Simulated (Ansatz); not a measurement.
# Convergence of vibrational entropy and zero-point energy with the q mesh in fcc Ag, Al and Cu (PBEsol, linear response)

Harmonic vibrational entropy, zero-point energy and vibrational free energy are calculated for fcc Ag, Al and Cu from phonons interpolated from q meshes of 2×2×2 to 6×6×6. Each error is the value on a coarser mesh minus that on the 6×6×6 mesh of the same crystal.

The design target is a thermodynamic model of a Ag–Al–Cu contact alloy at 300 K, for which the three pure metals serve as reference states. One mesh is to be used for all three. The q mesh may change the entropy and the zero-point energy by at most 1 % each, and the natural logarithm of any computed activity by at most 0.02. The three phonon runs together may take at most 3000 core-s. These limits are chosen for this exercise and apply to the mesh error alone.

## Computational details

Crystals without imaginary modes, each held at one relaxed cell while the q mesh of the linear-response calculation alone was changed. The structures stem from measured cells of the Crystallography Open Database, directly or through a relaxation at another level; cell and atoms were relaxed at zero pressure at each row's own level, inside the symmetry of the start, with no thermal or zero-point expansion. Program: Ansatz 0.2.0, plane waves, PBEsol, the program's default PAW potentials, scalar-relativistic without spin-orbit coupling, no spin polarisation. Wave-function cutoff 420 eV (the default for the potentials of each cell); on the k meshes (Γ-centred) the least product of divisions and cell-vector length runs from 60 to 69 Å, relaxations included. Residual pressures at rest stay under 0.01 GPa. Occupations: methfessel-paxton smearing of 0.2 eV. Harmonic modes at natural masses come from linear response (density functional perturbation theory), with the acoustic sum rule imposed. The sums run over phonons Fourier-interpolated from that mesh to a fine one, whose divisions differ somewhat between rows. Times are rough, from shared Arm server processors. The tabled runs alone: cutoff 420 eV, k length 60 to 69 Å, k mesh 24×24×24. Warnings of the programs on runs behind the rows: eigensolver not converged (4 rows).

Notes on method and selection:

- Entropy weighs the lowest modes and so the long-range force constants; the zero-point energy weighs the highest.
- The reference is the densest mesh of each crystal, which need not be converged.
- In cells without a Kohn-Sham gap the frequencies depend on k mesh and smearing; the size of that error is not tabled here.
- Runs that did not converge, have known faults or may not be shown are not listed, and runs on Ansatz's PAW sets soft_1 and soft_2 are kept to separate tables.

Columns:

- mesh span (Å): span of the q mesh: least distance between opposite faces of the supercell that it stands for.
- entropy error (%): change of the vibrational entropy at 300 K against the densest mesh of the same crystal.
- zero-point error (%): change of the zero-point energy against the densest mesh.
- free-energy error (meV/atom): change of the vibrational free energy at 300 K per atom against the densest mesh.
- entropy at 300 K (J/(mol K)): harmonic vibrational entropy at 300 K per mole of atoms.
- cost (core-s): processor time of the phonon run, shared machines, rough.

## Numbers

| member | crystal | mesh span (Å) | entropy error (%) | zero-point error (%) | free-energy error (meV/atom) | entropy at 300 K (J/(mol K)) | cost (core-s) | remark |
| --- | --- | --- | --- | --- | --- | --- | --- | --- |
| q 2×2×2 | Ag (fcc) | 4.7 | −0.444 | 0.605 | 0.59 | 41.26 | 140 |  |
| q 3×3×3 | Ag (fcc) | 7.0 | −0.063 | −0.186 | 0.07 | 41.42 | 420 |  |
| q 4×4×4 | Ag (fcc) | 9.4 | 0.142 | −0.140 | −0.19 | 41.50 | 1200 |  |
| q 6×6×6 | Ag (fcc) | 14.0 | 0.000 | 0.000 | 0.00 | 41.44 | 4200 | known phase |
| q 2×2×2 | Al (fcc) | 4.6 | 2.725 | −2.447 | −2.55 | 27.56 | 52 |  |
| q 3×3×3 | Al (fcc) | 7.0 | 0.160 | 0.101 | −0.11 | 26.87 | 150 |  |
| q 4×4×4 | Al (fcc) | 9.3 | −0.198 | 0.050 | 0.16 | 26.77 | 330 |  |
| q 6×6×6 | Al (fcc) | 13.9 | 0.000 | 0.000 | 0.00 | 26.83 | 1100 | known phase |
| q 2×2×2 | Cu (fcc) | 4.1 | 0.447 | −0.492 | −0.47 | 31.48 | 140 |  |
| q 3×3×3 | Cu (fcc) | 6.2 | 0.236 | −0.430 | −0.27 | 31.41 | 430 |  |
| q 4×4×4 | Cu (fcc) | 8.2 | 0.278 | −0.246 | −0.29 | 31.43 | 1300 |  |
| q 6×6×6 | Cu (fcc) | 12.3 | 0.000 | 0.000 | 0.00 | 31.34 | 5000 | known phase |

## Interpretation

In Al and Ag most of the convergence is reached at 3×3×3; Cu gains less. From 2×2×2 to 3×3×3 the size of the entropy error falls by a factor of 2.725 / 0.160 = 17 in Al, 0.444 / 0.063 = 7.0 in Ag and only 0.447 / 0.236 = 1.9 in Cu. The next step, to 4×4×4, brings no further gain in entropy: the error is larger in size in all three metals, and in Ag and Al it changes sign. The zero-point error does shrink at each step, in Cu from 0.492 to 0.430 and 0.246 %.

The cause lies in the interpolation. A q mesh fixes the force constants only within the supercell that it stands for, and those of more distant neighbours are folded back into it. In an fcc crystal the 2×2×2 mesh holds only Γ and the zone-boundary points X and L. The six second neighbours then fall on a single supercell site, and the acoustic branches inside the zone are pure interpolation. The 3×3×3 mesh is the first with calculated points inside the zone.

The two quantities respond differently because the zero-point energy, ½Σħω, follows the mean frequency, whereas the entropy near the classical limit follows the mean of ln ω, in which a given absolute shift counts most for a soft mode. In Al at 2×2×2 the mean frequency is 2.447 % too low and the entropy 27.56 − 26.83 = 0.73 J/(mol K) too high. With 1 meV/atom = 96.5 J/mol, the entropy term is 300 × 0.73 / 96.5 = 2.27 meV/atom, most of the free-energy error of −2.55 meV/atom. In Ag the same mesh errs the other way, with frequencies too high on average, so a coarse mesh has no fixed sign of error.

## Departures from the trend

Al at 2×2×2 stands apart, with an entropy error about six times that of Ag or Cu on the same mesh. Long-ranged forces, carried by the oscillating screening of a nearly free electron gas, are a possible reason. The eigensolver warning applies to all four Al meshes, including the reference, and so does not single this row out; it does advise against reading meaning into the Al errors of 0.2 % and less.

Cu is odd in another way. Its three coarser meshes agree within 31.48 − 31.41 = 0.07 J/(mol K), yet all lie above the 6×6×6 value of 31.34. Either force constants beyond the 4×4×4 span matter, or the reference itself carries a small numerical shift. The Cu errors are therefore safe as an order of magnitude, but not as a measure of the remaining distance to convergence.

## Cost

Cost grows roughly with the number of points in the full mesh. From 2×2×2 to 6×6×6 that number rises by a factor of 6 × 6 × 6 / 8 = 27, and the processor time by 4200 / 140 = 30 in Ag, 1100 / 52 = 21 in Al and 5000 / 140 = 36 in Cu. Symmetry reduces the number of q points to be calculated, but points of low symmetry need more k points each.

The step from 2×2×2 to 3×3×3 triples the time and removes most of the error in Al and Ag. The step to 4×4×4 costs a further factor of (1200 + 330 + 1300) / (420 + 150 + 430) = 2.8 for the three metals together and improves only the zero-point energy, whose largest error falls from 0.430 to 0.246 %.

## Selection

An error ΔF in the free energy of a pure metal changes the activity a computed against it by |Δ ln a| = |ΔF| / (k_B T), if the chemical potential in the alloy is held fixed. With k_B = 0.0862 meV/K and T = 300 K, k_B T = 25.9 meV.

**2×2×2.** Al gives 2.55 / 25.9 = 0.098 and Ag 0.59 / 25.9 = 0.023, both above the limit of 0.02. Al also fails on entropy and zero-point energy. Cu alone would pass, with 0.47 / 25.9 = 0.018.

**3×3×3.** The largest shift is that of Cu, 0.27 / 25.9 = 0.010; Al gives 0.004 and Ag 0.003. The largest entropy error is 0.236 % and the largest zero-point error 0.430 %, both in Cu. The three runs take 420 + 150 + 430 = 1000 core-s, and every limit is met.

**4×4×4.** The largest shift is again that of Cu, 0.29 / 25.9 = 0.011. The runs take 1200 + 330 + 1300 = 2830 core-s, just inside the budget.

**6×6×6.** The reference mesh takes 4200 + 1100 + 5000 = 10300 core-s and is excluded by cost.

The pick is 3×3×3, with 4×4×4 as runner-up. The limit of 0.02 corresponds to 0.02 × 25.9 = 0.52 meV/atom, which leaves Cu a margin of 0.52 − 0.27 = 0.25 meV/atom. The pick would fail if the converged free energy of Cu lay more than this above the 6×6×6 value. It would also give way to 4×4×4 if the zero-point energy were required within 0.3 %.

The error of PBEsol itself may well be larger than that of the chosen mesh. Near the classical limit each of the three modes per atom adds k_B T ln(ħω / k_B T) to the free energy. If all frequencies were off by an assumed 2 %, ln a would therefore shift by about 3 × 0.02 = 0.06, unless the same error in the alloy cancelled part of it. The selection limits the mesh error alone and does not make the activities accurate to 0.02.

## Conclusions

For these three metals a 3×3×3 mesh, with a span of 6.2 to 7.0 Å, reproduces the 6×6×6 entropy within 0.24 % and the zero-point energy within 0.43 %. Three close-packed elements do not establish that span as sufficient for other structures.

For the entropy, thermal expansion, which is left out, matters more than the mesh from 3×3×3 onwards. A volume increase of roughly 1 % with a Grüneisen parameter near 2 lowers the frequencies by about 2 % and raises the entropy near the classical limit by 3R times that fraction, roughly 24.9 × 0.02 = 0.50 J/(mol K), against a largest 3×3×3 error of 31.41 − 31.34 = 0.07 J/(mol K).
